In zinc sulfide each atom sits at the centre of a tetrahedron formed by four atoms of the other kind. The nuclei of $^{67}$Zn and $^{33}$S aren't spherical, so their energy levels respond to any unevenness of the electric field around them. In a magnetic resonance spectrum this response splits one line into several. The crystal considered here stacks its layers in a sequence that repeats after six, which gives three kinds of zinc site and three kinds of sulfur site. How uneven can the field be at such similar sites, and would a spectrum tell them apart?

Ansatz 0.2.0, PBE with scalar-relativistic PAW datasets, 420 eV plane-wave cutoff and 8×8×2 k-point mesh, for 12-atom ZnS (space group 186) with atoms relaxed in a fixed cell. Vzz is the principal component of the electric field gradient largest in magnitude. The coupling is eQVzz/h, with Q = 0.122 barn for $^{67}$Zn and −0.0694 barn for $^{33}$S.

| atom | first shell | mean distance (Å) | longest less shortest (Å) | Vzz (1e21 V/m^2) | quadrupole coupling (MHz) |
| --- | --- | --- | --- | --- | --- |
| Zn1 | S4 | 2.34 | 0.00 | -0.07 | -0.212 |
| Zn3 | S4 | 2.33 | 0.00 | 0.07 | 0.216 |
| Zn5 | S4 | 2.33 | 0.00 | 0.05 | 0.15 |
| S7 | Zn4 | 2.34 | 0.00 | ? | ? |
| S9 | Zn4 | 2.33 | 0.00 | 0.01 | -0.011 |
| S11 | Zn4 | 2.34 | 0.00 | 0.07 | -0.126 |

The unevenness is measured by Vzz, the largest principal component of the electric field gradient, here computed with the PBE density functional. Every site lies on a threefold axis of the crystal, so this component always points along the stacking direction c. The quadrupole coupling is the same quantity multiplied by a constant of the nucleus. Zn1 and Zn3 show the puzzle best: their neighbours are equally far away to within about 0.01 angstrom, yet their gradients are nearly equal in size and opposite in sign.

The regular tetrahedron explains why the gradients are small. A charge $q$ at distance $d$, in a direction that makes the angle $\theta$ with the axis, contributes $q(3\cos^2\theta-1)/(4\pi\varepsilon_0 d^3)$. For the neighbour on the axis the bracket is 2. For each of the other three $\cos\theta=-1/3$, so the bracket is $-2/3$, and the four contributions add up to exactly zero. What a real site shows is the small remainder of a large cancellation.

That remainder reacts strongly to angles. Suppose the three lower bonds tilt by one degree, away from the bond on the axis. The sum of the brackets then rises from 0 to about 0.10. One elementary charge at the mean distance supplies a factor of $0.11\times10^{21}$ V/m², so the tilt produces about $0.01\times10^{21}$ V/m².

The nucleus feels more than this, because the atom's own electrons deform in the outer field and typically amplify it by an order of magnitude. A tilt of a few tenths of a degree could therefore supply some hundredths of the table's unit, and a tilt in the opposite sense reverses the sign. A full degree is ruled out. The sideways reach of the three bonds is fixed by the spacing of the atoms within a layer, so such a tilt would change their length by more than the printed distances allow. A stretch of the axial bond by 0.005 angstrom, about the most that the printed spread allows, counts for as much as an eighth of a degree. More distant atoms, whose arrangement depends on the stacking, should matter too, perhaps as much as the tilt. Small differences in angle thus probably contribute to the opposite signs at Zn1 and Zn3, but the table can't separate them from the effect of the stacking.

For the sulfur site S7 this reasoning gives a centre and a width. The centre is the value of the regular tetrahedron, zero. The width is twice the root-mean-square gradient of the five known sites, so the forecast for Vzz is $0\pm0.12$ in the units of the table. The coupling should then lie within 0.21 MHz of zero, with either sign.

A bolder guess would be that the three gradients of one element add up to zero, which would put S7 near −0.08. No symmetry requires this, and the three zinc values add up to 0.05, about as much as a single site shows. The forecast therefore stays with zero and leaves the sign open.

The withheld rows as computed:

| atom | first shell | mean distance (Å) | longest less shortest (Å) | Vzz (1e21 V/m^2) | quadrupole coupling (MHz) |
| --- | --- | --- | --- | --- | --- |
| S7 | Zn4 | 2.34 | 0.00 | 0.16 | -0.27 |

The forecast fails. The computed gradient is 0.16, outside the range of ±0.12, and the coupling of −0.27 MHz lies outside its range too. The bolder guess does worse, since it has the wrong sign as well. S7 has the largest gradient of the six sites, about twice that of S11, although both have the same mean distance to their neighbours.

In absolute terms the gradient at S7 is still a small remainder. One 3p electron of sulfur placed in a single orbital, with nothing to balance it, would produce very roughly $40\times10^{21}$ V/m². The value at S7 thus corresponds to an imbalance of about 0.004 electrons between the p orbital along the axis and the average of the two across it. The tetrahedron was right about the near-cancellation, but the spread of five sites was too narrow a measure of what can be left over.

Tilts of a few tenths of a degree would explain so large a gradient only if sulfur amplified the outer field well over tenfold. The stacking offers another possible reason. Around one of the three sites of each element, the twelve nearest atoms of the same element are arranged as in wurtzite; around the other two they are arranged as in zinc blende. The two arrangements differ only by a turn of three of the twelve atoms about the axis. Such a turn changes neither $d$ nor $\theta$, so as point charges these atoms would leave the gradient as it was. The stacking can still act through the bonds, which adjust to it, and through atoms farther away. If S7 is the wurtzite-like site, both known sulfur values came from the other kind, and their spread could not show such an effect. This assignment is a guess. The positions of the atoms would settle it, but not by which route the gradient becomes large.

In a spectrum S7 would stand out. With the magnetic field along c, neighbouring lines of $^{33}$S, a nucleus of spin 3/2, are half the coupling apart. For S7 that is 0.27 MHz / 2, or 135 kHz, against 63 kHz for S11 and only 5.5 kHz for S9. If these values hold, the three sulfur sites give three different patterns, provided that the lines are narrow enough.

The zinc sites are harder to separate by their splittings. For $^{67}$Zn, with spin 5/2, the spacing is 3/20 of the coupling, which gives 32 kHz for both Zn1 and Zn3. The opposite signs don't help, because reversing the sign merely swaps the lines on the two sides of the centre and leaves their positions unchanged. Zn5 comes out at 22 to 23 kHz, but this difference rests on a change of only 0.02 in the gradient, too little to trust. Chemical shifts, which weren't computed here, might still tell the sites apart.

The same sensitivity limits all these spacings. The atoms were allowed to relax, but the cell was held fixed, and the computed stress puts it under a pressure of about 2 GPa. The run warns, however, that its self-consistency threshold was loose for the stress. If the pressure really is as nearly equal in all directions as computed, releasing it should mainly lengthen the bonds. A strain along c alone would tilt them, and by the estimate above a few tenths of a degree already shift a gradient by more than S9 shows in total. The usual percentage error of such calculations is no guide for a quantity so close to zero.

Pure zinc blende makes a useful comparison. There the four bonds are equivalent by symmetry, the cancellation is exact, and each element gives a single unsplit line. Split lines in a zinc sulfide sample therefore point to strain, defects or another stacking. The converse is less safe: S9 belongs to a crystal that isn't cubic, and yet its computed lines lie only 5.5 kHz apart, which broad lines could hide. The wider splittings at the other sites would then have to reveal the stacking. The printed analysis below gives the gradient and line spacing of each site, together with the forecast and its miss.

Output of the analysis:

```
largest size of a known gradient (1e21 V/m^2): 0.07509
bare point-charge gradient of a one-degree tilt of three bonds (1e21 V/m^2): 0.01141
bare point-charge gradient of a 0.005 angstrom stretch of the axial bond (1e21 V/m^2): 0.001447
rough 3p imbalance that would give the S11 gradient (electrons): 0.001877
forecast for S7, regular tetrahedron (1e21 V/m^2): 0
error bar of the forecast, twice the rms of known sites (1e21 V/m^2): 0.1226
error bar of the forecast as coupling of S7 (MHz): 0.2058
computed gradient of S7 (1e21 V/m^2): 0.1609
computed coupling of S7 (MHz): -0.27
miss for S7, forecast less computed (1e21 V/m^2): -0.1609
rival forecast for S7 if the sulfur gradients summed to zero (1e21 V/m^2): -0.08164
miss of the rival for S7 (1e21 V/m^2): -0.2425
sum of the three zinc gradients (1e21 V/m^2): 0.0522
difference in line spacing between Zn3 and Zn1 (kHz): 0.6
difference in line spacing between Zn3 and Zn5 (kHz): 9.9
gradients and line spacings with the field along c:
  row  Vzz from coupling (1e21 V/m^2)  line spacing (kHz)
  Zn1                        -0.07187                31.8
  Zn3                         0.07322                32.4
  Zn5                         0.05085                22.5
   S7                          0.1609                 135
   S9                        0.006555                 5.5
  S11                         0.07509                  63
```
